# Germanium with "excitons" below zero

## What an exciton energy is

An exciton energy is the energy needed to lift a crystal from its ground state to an excited state in which an electron and the hole it left behind feel each other. The Bethe–Salpeter equation gives it: every allowed jump from a filled to an empty band, at every k point, is one electron–hole pair, and the interaction mixes these pairs. The roots of the resulting matrix are the exciton energies. The exciton strengths say how strongly light drives each root, relative to the strongest.

Here the pairs are built on LDA levels without any correction to the gap. They interact through the bare Hartree–Fock kernel, so no other electrons screen the attraction. Two filled and two empty bands take part, on a mesh of 64 k points.

Bethe–Salpeter excitons of germanium (diamond structure, volume scaled by 0.96) from Yambo 5.3.0 on Quantum ESPRESSO LDA states, with PseudoDojo 0.4.1 SR LDA stringent potentials and a wave cutoff of 1687 eV. Bare Hartree–Fock kernel, no quasiparticle correction, bands 21–24, 4×4×4 k mesh, no spin–orbit coupling, field direction xyz.

| row | exciton energies (eV) | exciton strengths (relative to the strongest) |
| --- | --- | --- |
| 1 | -2.606 | 1.000 |
| 2 | -2.605 | 0.733 |
| 3 | -1.901 | 0.005 |
| 4 | -1.664 | 0.019 |
| 5 | -1.662 | 0.015 |
| 6 | -1.477 | 0.000 |
| 7 | -1.453 | 0.000 |
| 8 | -1.441 | 0.000 |
| 9 | -1.287 | 0.000 |
| 10 | -1.277 | 0.000 |
| 11 | -0.929 | 0.000 |
| 12 | -0.929 | 0.000 |
| 13 | -0.929 | 0.000 |
| 14 | -0.862 | 0.000 |
| 15 | -0.862 | 0.000 |
| 16 | -0.858 | 0.000 |
| 17 | -0.858 | 0.000 |
| 18 | -0.858 | 0.000 |
| 19 | -0.588 | 0.000 |
| 20 | -0.576 | 0.000 |
| 21 | -0.571 | 0.001 |
| 22 | -0.559 | 0.002 |
| 23 | -0.558 | 0.002 |
| 24 | -0.555 | 0.000 |
| 25 | -0.549 | 0.000 |
| 26 | -0.544 | 0.000 |
| 27 | -0.116 | 0.004 |
| 28 | -0.075 | 0.003 |
| 29 | -0.003 | 0.000 |
| 30 | 0.009 | 0.002 |
| 31 | 0.030 | 0.003 |
| 32 | 0.052 | 0.003 |
| 33 | 0.157 | 0.001 |
| 34 | 0.199 | 0.001 |
| 35 | 0.346 | 0.000 |
| 36 | 0.350 | 0.000 |
| 37 | 0.353 | 0.000 |
| 38 | 0.362 | 0.000 |
| 39 | 0.362 | 0.000 |
| 40 | 0.363 | 0.000 |

An excitation energy counted from the ground state should be positive. The matrix has 256 roots, of which the table lists 40, from the lowest upwards. Of these, 29 are negative, and the lowest lies at −2.6 eV. Nearly all the listed strength sits in the first two rows, and the rows after them are faint or dark. Three questions follow: why the roots lie so low, why two of them take the light, and why the others come in groups.

## An attraction with nothing to oppose it

The smallest direct gap of the LDA levels is only 0.18 eV. LDA is known to put the gap of germanium far too low. This crystal is also squeezed to 0.96 of its reference volume, which changes the gap again. Any attraction stronger than this small gap pushes a root below zero.

In a consistent Hartree–Fock treatment the same bare interaction appears twice. It pulls electron and hole together, and it also lowers the filled levels, which opens the gap by several eV. The two effects largely offset each other. Here the attraction is taken from Hartree–Fock and the gap from LDA, so the pull is present and its counterweight is absent.

In real germanium the other electrons weaken the attraction strongly, and excitons are bound by only a few meV. A negative root in a consistent calculation would signal that the assumed ground state is unstable. In this one it signals a mismatch between levels and kernel, and gives no ground for calling germanium an excitonic insulator.

## How much of the depth comes from the mesh

The size of the pull can be estimated without any adjustable number. On a finite mesh each k point stands for a small cell of reciprocal space. A pair interacts with itself through the Coulomb term 4πe²/q², averaged over that cell. Replace the cell by a sphere of the same volume and radius q_s, with N the number of k points and Ω the volume of the crystal's unit cell:

q_s³ = 6π²/(NΩ)

The average of 1/q² over the sphere is 3/q_s². Inserting it and dividing by NΩ gives

own-cell attraction = (4πe²/NΩ) · (3/q_s²) = 2e²q_s/π

With two atoms of 21.73 Å³ each and 64 k points, NΩ is 64 × 2 × 21.73 ≈ 2781 Å³, so q_s is about 0.28 Å⁻¹. With e² ≈ 14.4 eV Å the attraction comes to 2.54 eV. The first row lies 2.79 eV below the direct gap, so this one term has about nine tenths of the size of the drop. The sphere is an approximation, and the estimate leaves out the mixing between different k points, which can lower the first root further.

The same result can be pictured in real space. A mesh of 4 × 4 × 4 points describes a pair in a repeating box four unit cells wide, about 16 Å along each edge. Two opposite charges held that close, with nothing to screen them, attract each other by a few eV. A real exciton in germanium spreads over roughly a hundred ångström or more and does not fit into the box.

The own-cell term contains no property of the bands. It depends on the cell volume and the number of k points alone, so it lowers every pair by the same amount. To a first approximation the table is therefore the list of LDA transition energies moved down by some 2.5 eV. Mixing between k points then shifts individual roots. How far it shifts each one is not known here, since the LDA transition energies at the separate k points are not listed: the spread of 1.36 eV over rows 3–26 contains both their differences and the mixing. The common shift is why so many roots are negative, and why nothing special happens where the list passes zero between rows 29 and 30.

The formula also shows what a better calculation would need. Doubling the mesh in each direction halves the own-cell term, though mixing with the added neighbours then gains weight. Screening alone would not cure the fault: with a dielectric constant of roughly 16, the term would still be between one and two tenths of an eV, far above a binding of a few meV. A sound exciton energy needs a screened kernel, corrected levels and a much finer mesh together.

## Why two roots take the light

Rows 1 and 2 hold about 97 % of the strength in the table. The reason lies in how light couples to a pair. The position dipole of a transition equals its momentum matrix element divided by the transition energy of the underlying levels, and the strength goes as the square of that dipole. For similar momentum matrix elements, a transition at 0.2 eV is thus about a hundred times as strong as one at 2 eV.

The tiny gap belongs to Γ, the centre of the Brillouin zone, so the pairs formed there outshine the rest. The interaction then carries them down to −2.6 eV, but it does not take away the large dipole they owe to the small LDA gap. Their brightness is thus mostly inherited from the levels and is no sign of strong binding. Mixing with pairs at other k points is expected to add a little more, since the lowest root of an attractive interaction gathers the dipoles in phase.

That there are two such roots is a result of the band selection. Without spin–orbit coupling the top of the valence band at Γ consists of three states of equal energy. Only two filled bands were kept, so one of the three was cut off, and a bright triplet became a pair. The unequal strengths of 1.000 and 0.733 follow from this cut and from the direction of the light field, not from any real splitting in a cubic crystal. Spin–orbit coupling would change the picture again, since it splits these valence states by roughly 0.3 eV, more than the whole gap used here.

## Three sets of eight

After the bright pair come rows 3–26, and then a step of 0.43 eV. Counting k points suggests where these roots come from. The mesh has one point at Γ, eight points halfway between Γ and L, and four points at L, the centres of the hexagonal zone faces. In germanium the upper two valence bands run close to the lowest conduction band along this line.

Two valence bands and one conduction band give two pairs at Γ, sixteen at the halfway points and eight at L. The total is 26, exactly the number of roots below the step. This assignment rests on counting and symmetry, not on the make-up of the individual roots, but it also accounts for their finer pattern.

Inversion turns each halfway point into the one on the opposite side of Γ. The sixteen pairs there can therefore be combined into eight that are even under inversion and eight that are odd. Light reaches only odd excitations from the even ground state. The pairs at L are odd as well, and so are those at Γ.

Rows 11–18 look like the even set. They are dark to the printed digits, and they form a triplet, a doublet and another triplet, which is the pattern that cubic symmetry demands of these eight combinations. Even states cannot mix with the odd pair at Γ, so the missing third valence state does not disturb them.

## The irregular rows 3, 4 and 5

The two odd sets, rows 3–10 and 19–26, behave differently. Odd pairs at the halfway points can mix with those at L, which would push one odd set below the even one and the other above it. Both sets can also mix with the bright pair, and that pair is an incomplete triplet. Mixing with two partners where symmetry calls for three breaks triplets that should have survived. The conduction side is cut as well: the second conduction band kept is only one member of a threefold level at Γ, and this can disturb further roots of the odd sets. These sets are accordingly more ragged than rows 11–18, and they carry traces of strength.

Rows 3, 4 and 5 show the effect most clearly. They have the look of a triplet broken into one and two: row 3 stands alone at −1.90 eV, while rows 4 and 5 lie together near −1.66 eV. States that mix push each other apart, so the bright pair below would drive two members of the triplet upwards. The third member, whose partner at Γ was cut off, would stay behind.

The strengths need more care. A push of about 0.24 eV between states less than 1 eV apart means strong mixing, so rows 4 and 5 should hold a sizeable share of the pairs at Γ. They are faint all the same, at 0.019 and 0.015. This is what an attraction is expected to do: the dipoles add in the lower root and largely cancel in the upper one. Row 3 should respond only to light polarised along the direction of the missing state, so its 0.005 may show no more than that the field has little component along that direction. Judged by the energies, the gap between row 3 and its neighbours is most likely a trace of the missing valence band, and a calculation that kept all three valence states should close most of it.

## What this does to the dielectric response

The same shift upsets the static dielectric constant. Each excitation contributes its strength divided by its energy. Without the interaction, the bright pairs sit at 0.18 eV and make an enormous positive contribution, all the more because a single mesh point at Γ stands for one sixty-fourth of the zone. The calculated constant is then about 2990, against roughly 16 for the real crystal.

With the interaction, roughly the same strength sits at −2.6 eV. The contribution should change sign and shrink to about 0.07 of its former size, the ratio of the two energies. The calculated response does change sign, with a dielectric constant of −257, and shrinks to 0.09 of its former size. The movement of the two bright roots thus explains both the sign and the order of magnitude. That the response shrinks somewhat less than the ratio of energies suggests fits the extra strength these roots are expected to gather by mixing.

The absorption spectrum suffers as well. In the retarded form used here each root enters twice, at its own energy and, with the opposite sign, at the mirror energy. The two strongest roots are therefore expected to show up not as a peak but as a deep negative dip near +2.6 eV. The highest value, at 0.05 eV, falls on the first energy point above zero. It most likely comes from the faint rows 30–32, which the shift happened to leave within one broadening width of that point. Neither this peak nor the lowest root is an absorption edge of germanium.
